OpenMX 3.8.5 calculation of cubic HfO2 (Fm-3m, 3-atom cell, fixed geometry) with PBE, the OpenMX 2013 PBE pseudopotentials and the standard basis, without spin polarisation or spin-orbit coupling. The k mesh is 9x9x9, centred on Γ, with Fermi-Dirac smearing of 0.05 eV. Level energies are relative to the valence top, the highest filled level on the mesh.

```
point a (reciprocal cell vector)  point b (reciprocal cell vector)  point c (reciprocal cell vector)  level under 4 (eV)  level under 3 (eV)  level under 2 (eV)  level under 1 (eV)  level over 1 (eV)  level over 2 (eV)
                         -0.4444                           -0.4444                           -0.4444              -2.781              -2.641              -1.701              -1.701              4.582              4.582
                         -0.4444                           -0.4444                            0.1111              -3.256              -1.469              -1.281               0.000              4.012              5.386
                         -0.4444                           -0.2222                           -0.2222              -3.136              -2.406              -2.371              -0.524              4.333              5.103
                         -0.3333                           -0.3333                            0.0000              -3.971              -1.614              -0.783              -0.778              4.244              4.949
                         -0.3333                           -0.3333                            0.3333              -3.022              -2.495              -1.076              -0.536              4.372              5.302
                         -0.2222                           -0.2222                           -0.2222              -3.978              -1.643              -1.169              -1.169              4.478              4.478
                          0.0000                            0.0000                            0.0000              -5.045              -0.547              -0.539              -0.539              3.868              3.868
```

In this PBE calculation of cubic HfO2 the gap is about 3.9 eV. Between the points of the table the highest filled level (level under 1) moves by 1.7 eV, but the lowest empty level (level over 1) by only 0.7 eV. The direct gap, the distance between these two at one point, therefore varies from 4.0 to 6.3 eV, mainly because of the filled side. The filled level is highest in the second row, close to the zone-boundary point X. It is 0.54 eV lower at the zone centre Γ (last row) and 1.70 eV lower in the first row, close to the boundary point L.

**Why the filled edge lies near X**

The filled levels are mostly oxygen 2p, and the oxygens alone form a simple cubic lattice. A useful comparison is therefore a simple cubic crystal of closed-shell anions with no metal in it. Each p orbital there has two neighbours end-on and four sideways, and the position in the zone fixes the relative signs of their orbitals. An end-on pair with equal signs is antibonding, because lobes of opposite sign face each other, whereas a sideways pair with equal signs is bonding.

Counting neighbours then gives the order. The top state at X is antibonding towards all six neighbours. The top states at Γ are antibonding towards the two end-on neighbours but bonding towards the four sideways ones. End-on coupling is usually several times stronger than sideways coupling, so the balance at Γ is still antibonding. At L the nearest-neighbour contributions cancel. The computed edge follows this order: X region, Γ, L region.

**Where the oxygen lattice is not enough**

The third, fifth and second rows lie, in this order, on the line from Γ to X that runs along a face diagonal of the cubic frame (for the fifth and second rows, after a reciprocal lattice vector is added, which leaves the levels unchanged). Let $s$ be the fraction of that line covered, so that the three rows have $s=4/9$, $2/3$ and $8/9$. For the p orbital that ends as the top state at X, only the sideways coupling changes along the line, and its energy follows $-\cos(\pi s)$. With the computed levels at Γ and in the second row as fixed ends, the fifth row should lie at

$$-0.539+0.539\,\frac{1-\cos(2\pi/3)}{1-\cos(8\pi/9)}\approx-0.12\ \text{eV}.$$

The calculation gives −0.54 eV for this row, which took no part in setting the ends. The third row also lies too low, by 0.21 eV. Instead of rising steadily, the filled edge has nearly the same energy at Γ and in the third and fifth rows, and is clearly higher only in the second row, near X. The output below lists both comparisons. The fourth row, on the line to X along a cube edge, deviates as well: the count puts its filled pair above the Γ level, but the calculation puts it 0.24 eV below. At X the count also puts this pair above the Γ level, yet near X, in the second row, its two members lie at −1.28 and −1.47 eV. The neighbour count thus gives the right order for the highest filled level at Γ, X and L, but not the paths between these points or the place of the levels below.

Hafnium is a likely part of the cause. Each Hf atom sits at a centre of inversion, and its d orbitals are even under inversion. The top oxygen states at Γ and X are odd, so symmetry forbids them to mix with Hf d. Between these points the ban is lifted, and mixing with the empty d orbitals above pushes the filled states down. The filled pair of the fourth row turns into an even state at X, so it can mix with Hf d all the way there. This mixing is inferred from symmetry, and it probably isn't the whole cause. Between nearest neighbours it should be strongest halfway along the face-diagonal line, close to the third row, yet the shortfall is larger in the fifth. Coupling between more distant atoms or with other Hf orbitals may contribute.

**Why the empty edge lies at Γ**

Symmetry also limits the mixing of the empty levels, which are mainly Hf 5d. At Γ the even oxygen 2p states match only three of the five d orbitals. The other two, the $e_g$ pair, find no oxygen 2s or 2p combination of matching symmetry. They escape the upward push that antibonding mixing with filled oxygen states would give, and so most likely form the lowest empty level at 3.87 eV; orbital weights would confirm it. Towards L mixing becomes possible, and the level rises by 0.71 eV.

Towards X, mixing with oxygen can't be the whole reason. Along a cube edge one of the two $e_g$ orbitals still finds no oxygen 2s or 2p partner, yet even the lowest empty level of the fourth row is 0.38 eV above its Γ value. Direct coupling between Hf atoms is the likely cause of that rise. Near X the lowest empty level is only 0.14 eV above Γ. The same coupling may bring a different d combination down there, but that is a guess which a calculation of orbital weights would have to test.

**Pairs and lone levels**

The pairs in the table reflect the symmetry of the direction. Towards L (first and sixth rows) a threefold axis survives and keeps two orbitals equivalent, so both the top filled and the lowest empty levels come in pairs. Towards X (fourth row) a fourfold axis preserves the filled pair, apart from numerical noise of 0.005 eV, but makes the two $e_g$ orbitals different. The lowest two empty levels there are 0.7 eV apart, though one of them may come from a different d orbital. At Γ the full cubic symmetry makes the top filled level threefold, again apart from a small numerical error, here 0.008 eV. The level at −5.045 eV there is not a lone one: it belongs to a second oxygen triplet, of which the table lists only the first member.

**What the gap means in practice**

On these points the gap is indirect, from near X to Γ, and only 0.14 eV smaller than the smallest direct gap. The mesh does not contain X itself, where either edge could shift, so a band path through X is needed before the gap is called indirect. PBE also makes gaps too small, and spin-orbit coupling, left out here, can shift or split levels of a heavy element such as Hf. The values describe the cubic high-temperature phase at the given, unrelaxed volume, not the monoclinic oxide that is stable at ambient conditions.

Printed output of the fit:

```
Place of each point in the cubic frame (units of 2 pi / a):
      row  row        x        y        z
  -0.4444    1  -0.4444  -0.4444  -0.4444
  -0.4444    2   0.1111   0.1111  -0.9999
  -0.4444    3        0  -0.4444  -0.4444
  -0.3333    4        0        0  -0.6666
  -0.3333    5   0.3333   0.3333  -0.9999
  -0.2222    6  -0.2222  -0.2222  -0.2222
      0.0    7        0        0        0
Direct gap and splittings (eV):
      row  row  direct gap  top two filled  lowest two empty
  -0.4444    1       6.283               0                 0
  -0.4444    2       4.012           1.281             1.374
  -0.4444    3       4.857           1.847              0.77
  -0.3333    4       5.022           0.005             0.705
  -0.3333    5       4.908            0.54              0.93
  -0.2222    6       5.647               0                 0
      0.0    7       4.407               0                 0
Filled edge, near X above Gamma (eV): 0.539
Filled edge, Gamma above near L (eV): 1.162
Range of the filled edge over all rows (eV): 1.701
Range of the empty edge over all rows (eV): 0.714
Near X, second less third filled level (eV): 0.188
Gamma, upper triplet above lower triplet (eV): 4.506
Gamma, false splitting of the upper triplet (eV): 0.008
Empty edge, row 4 above Gamma (eV): 0.376
Empty edge, near X above Gamma (eV): 0.144
Empty edge, near L above Gamma (eV): 0.714
Indirect gap on these points (eV): 3.868
Smallest direct gap less indirect gap (eV): 0.144
Row 3, filled edge from O-O coupling alone (eV): -0.3094
Row 5, filled edge from O-O coupling alone (eV): -0.1222
Row 3, computed edge lies below that by (eV): 0.2146
Row 5, computed edge lies below that by (eV): 0.4138
```
